**Q:** I wanted the ionisation energy of a small cobalt hydride and read it off the HOMO, the highest occupied level. PBE put that level at about −4 eV and Hartree–Fock at about −10 eV. How can one molecule have two such different answers?

Singlet CoH5 (Co–H 1.45–1.62 Å) at its PBE0 geometry, calculated with PySCF 2.14.0: def2-TZVP, non-relativistic, density fitting, gas phase; frozen cores in MP2. The neutral molecule is spin-restricted, open shells are unrestricted. Atomisation is to high-spin ground-configuration atoms, without zero-point energy; ionisation is vertical, as a difference of total energies.

```csv
method,"exact exchange, long range (%)",atomisation (kJ/mol),ionisation (eV),HOMO (eV),LUMO (eV)
PBE,0,1282,7.47,-3.74,-2.97
r2SCAN,0,1220,7.02,-3.80,-2.68
TPSSh,10,1235,7.01,-4.30,-2.17
r2SCANh,10,1154,6.80,-4.40,-2.10
B3LYP,20,1152,7.09,-5.04,-1.92
PBE0,25,1096,6.81,-5.26,-1.50
LC-wPBE,100,1194,7.03,-7.96,0.75
HF,100,271,4.27,-9.68,1.62
MP2,n/a,1123,7.22,n/a,n/a
```

**A:** Compare the HOMO column with the ionisation column, which is the total energy of the cation less that of the neutral molecule at the same geometry. Over the seven density functionals the HOMO spreads over 4.2 eV, the ionisation energy over only 0.7 eV. So the functionals nearly agree on what it costs to remove an electron, and disagree on where the level lies. What chiefly moves the level is exact exchange, the part of Hartree–Fock theory that hybrid functionals mix in; the table gives its nominal share in whole per cent.

**Q:** Why should exact exchange push the HOMO down?

**A:** The classical repulsion in these calculations is computed from the whole electron cloud, so each electron also repels itself. Exact exchange cancels this self-repulsion orbital by orbital. A semilocal functional such as PBE, which sees only the local density and its gradient, cancels it incompletely, and the occupied level is left too high. Each portion of exact exchange removes part of the error and lets the level sink. A compact orbital repels itself more strongly than a spread-out one, so as a rule its level shifts more.

**Q:** The LUMO, the lowest empty level, goes up instead. Does it suffer from the opposite error?

**A:** It has no electron in it, hence no self-repulsion to lose. But PBE uses one exchange potential for all orbitals, and its attraction pulls the empty ones down as well. Exact exchange acts much more weakly on an empty orbital, which then feels the repulsion of all the electrons already present. It rises, and the gap between the two levels opens from 0.77 eV with PBE to 3.76 eV with PBE0.

**Q:** Is that regular enough to predict a level?

**A:** For this molecule and ordinary hybrids, yes. From r2SCAN to r2SCANh the share rises from 0 to 10% and the HOMO falls from −3.80 to −4.40 eV, a rate of −0.060 eV per per cent. Start from PBE and apply this rate to the 25% of PBE0:

$$\varepsilon_{\mathrm{HOMO}}\approx -3.74\ \mathrm{eV}-0.060\ \mathrm{eV}\times 25=-5.24\ \mathrm{eV}$$

The calculation gives −5.26 eV, and PBE0 had no part in setting the rate. The output below applies the same rule, a PBE level plus the rate of the r2SCAN pair, to every row with orbital levels. Up to 25% exact exchange it meets the computed HOMO within 0.1 eV and the LUMO within 0.3 eV.

**Q:** And at 100%?

**A:** There it matters where the exchange acts. LC-wPBE has its full share only between distant electrons. Between close ones it keeps mostly semilocal exchange, which leaves some self-repulsion in the HOMO and still pulls the LUMO down. Its levels therefore move less than the rule says, by about 2 eV each. For Hartree–Fock the rule does reach the HOMO, which may be luck so far outside the range where the rate was set, but it puts the LUMO 1.2 eV too high. Perhaps a different empty orbital has become the lowest one by then; I haven't tested that.

**Q:** If the HOMO is so sensitive, why does the ionisation energy stay so calm?

**A:** Imagine withdrawing the electron in small fractions. The HOMO with its sign reversed is the price of the first fraction, and the ionisation energy is the average price over the whole electron. In PBE the first fraction is cheap, because self-repulsion helps to push it out. As the orbital empties, that help fades and the price climbs. This is how a starting price of 3.74 eV and an average of 7.47 eV belong to the same calculation.

Exact exchange makes the beginning dearer and the end cheaper, so the two changes partly cancel in the average. From PBE to PBE0 the starting price rises by 1.52 eV, while the average falls by 0.66 eV. With PBE0 the two are still 1.55 eV apart. In LC-wPBE they have crossed, and the starting price is 0.93 eV above the average. That is the closest approach in the table, so at none of these levels is the HOMO a good substitute for the energy difference.

**Q:** Hartree–Fock spoils the picture, though. Its ionisation energy is only 4.27 eV.

**A:** Here the price falls on the way instead of climbing, so the average lies below the starting price of 9.68 eV. With self-repulsion gone, nothing makes the first fraction cheap, and the other electrons haven't yet adjusted to the loss. As they adjust, each further fraction costs less. But the functionals let the electrons adjust too, and the Hartree–Fock value still lies 2.5 eV below the lowest of theirs. Two further faults can push it down.

The first is an unequal treatment of the two species. The neutral molecule is forced to keep its electrons in pairs, while the cation may give the two spins different orbitals. It uses that freedom heavily: its spin measure $\langle S^2\rangle$ is 1.26, where a clean state with one unpaired electron has 0.75. With PBE0 it is 0.80, so that cation is much closer to a proper doublet.

The second is correlation, the way electrons avoid one another beyond what exchange provides. Hartree–Fock leaves it out, and the neutral, with more paired electrons, loses more by this than the cation. This raises the neutral relative to the cation and so lowers the ionisation energy. The forced pairing does the same if the neutral, too, would gain from separate orbitals for the two spins, which is likely here but wasn't tested. The numbers don't separate the two faults.

**Q:** Can I see that it's the neutral molecule that is described badly?

**A:** Look at the atomisation energy, which compares it with free atoms. Two pairs of hydrogen atoms are only 0.85 and 0.88 Å apart, so this is a cobalt hydride carrying two H₂ molecules rather than one with five separate Co–H bonds. Two free H₂ molecules alone are bound by very roughly 700 kJ/mol in Hartree–Fock. The whole complex reaches only 271 kJ/mol, so at this level it lies well above a cobalt atom, a hydrogen atom and two free H₂.

**Q:** MP2 brings the ionisation energy back to 7.22 eV, among the functionals. Doesn't that settle the value?

**A:** It shows how much correlation matters: MP2 adds 2.95 eV to the ionisation energy and 852 kJ/mol to the atomisation energy. But it builds these corrections on the same constrained neutral and the same contaminated cation. Corrections of that size on such a start are no reliable judge, so the agreement doesn't confirm the functionals.

**Q:** What do I quote, then?

**A:** About 7 eV, as a difference of total energies from the functionals, with their spread of 0.7 eV beside it. The spread shows how far the functionals disagree; it is no limit on an error they share. Nor is it due to exact exchange alone: PBE and r2SCAN have none and still differ by 0.45 eV. The value also belongs to this arrangement of the atoms and this paired-electron state, and neither has been shown to be the lowest in energy. Nor has the state of the cation, which was computed with one unpaired electron: if a lower one exists at this geometry, removing an electron from this neutral state costs less than the calculation says.

Output of the analysis:

```
HOMO shift per 10% exact exchange, r2SCAN pair (eV): -0.6
HOMO shift per 10% exact exchange, PBE pair (eV): -0.608
LUMO shift per 10% exact exchange, r2SCAN pair (eV): 0.58
LUMO shift per 10% exact exchange, PBE pair (eV): 0.588
Levels and estimates (eV):
      row   gap  minus HOMO less ionisation  HOMO estimate  HOMO miss  LUMO estimate  LUMO miss
      PBE  0.77                       -3.73          -3.74          0          -2.97          0
   r2SCAN  1.12                       -3.22          -3.74       0.06          -2.97      -0.29
    TPSSh  2.13                       -2.71          -4.34      -0.04          -2.39      -0.22
  r2SCANh   2.3                        -2.4          -4.34       0.06          -2.39      -0.29
    B3LYP  3.12                       -2.05          -4.94        0.1          -1.81       0.11
     PBE0  3.76                       -1.55          -5.24       0.02          -1.52      -0.02
  LC-wPBE  8.71                        0.93          -9.74      -1.78           2.83       2.08
       HF  11.3                        5.41          -9.74      -0.06           2.83       1.21
spread of ionisation energy over the seven functionals (eV): 0.67
spread of HOMO over the seven functionals (eV): 4.22
ionisation, PBE0 less PBE (eV): -0.66
ionisation, r2SCANh less r2SCAN (eV): -0.22
ionisation, r2SCAN less PBE, both without exact exchange (eV): -0.45
ionisation, TPSSh less r2SCANh, both 10% (eV): 0.21
ionisation, HF less lowest functional (eV): -2.53
ionisation, MP2 less HF (eV): 2.95
atomisation, PBE0 less PBE (kJ/mol): -186
atomisation, r2SCANh less r2SCAN (kJ/mol): -66
atomisation, MP2 less HF (kJ/mol): 852
HF atomisation less that of two free H2, rough (kJ/mol): -429
excess of S2 in the cation, PBE: 0.01386
excess of S2 in the cation, PBE0: 0.05235
excess of S2 in the cation, HF: 0.5127
first short H-H distance (angstrom): 0.8516
second short H-H distance (angstrom): 0.881
```
